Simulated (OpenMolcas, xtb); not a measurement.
**InH3Se (SMILES [SeH][InH2]): methods side by side**

The species is InH3Se (5 atoms), meant as a singlet with charge 0. As SMILES, `[SeH][InH2]`. Geometry: a GFN2-xTB relaxation, a rough one for these elements and not checked as a minimum.

Quantity: the dipole moment, in D. The values are calculated.

```tsv
level	kind	program	value (D)	CPU time
GFN2-xTB	semi-empirical	xtb	1.55	under 2 s
GFN0-xTB	semi-empirical	xtb	0.81	under 2 s
GFN1-xTB	semi-empirical	xtb	0.71	under 2 s
HF/STO-3G	Hartree–Fock	OpenMolcas	1.74	3.5 s
HF/3-21G	Hartree–Fock	OpenMolcas	1.56	3.8 s
HF/def2-SVP (core potential)	Hartree–Fock	OpenMolcas	1.06	6.7 s
BLYP/def2-SVP (core potential)	GGA	OpenMolcas	0.51	18 s
PBE0/def2-SVP (core potential)	global hybrid	OpenMolcas	0.83	17 s
```

All-electron rows without a relativistic Hamiltonian named are non-relativistic, while core potentials hold scalar relativity, so basis and relativity change together. The values span 0.51 to 1.74 D. Magnitudes only: a small dipole may point the other way at some levels. Sets without polarisation functions give poor dipoles. Without the sets that lack polarisation functions the rows with a basis span only 0.51 to 1.06 D. CPU times are rough (shared hosts, several kinds of processor): they show what a rung costs within a factor of a few.

The molecule is polar at every level, but the size of its dipole is poorly settled: even with the same polarised basis and core potential, it falls from 1.06 D in Hartree–Fock to 0.83 D with PBE0 and 0.51 D with BLYP. This sensitivity fits a moment left over from partial cancellation. Indium is the electropositive centre, and both its hydridic hydrogens and selenium draw charge from it, so the In–H and In–Se bond moments largely oppose each other around the metal. The selenium lone pairs and the Se–H bond add further contributions, while donation from selenium into the formally empty indium p orbital can offset part of the In–Se polarity. Modest shifts in charge therefore change the total noticeably; the decrease probably reflects less ionic bonding as the share of exact exchange falls, together with the treatment of correlation. The near match between GFN2-xTB and HF/3-21G is no sign of accuracy in either. Without a correlated wavefunction result or a measured moment, the sequence does not show which functional is closest to the true value.
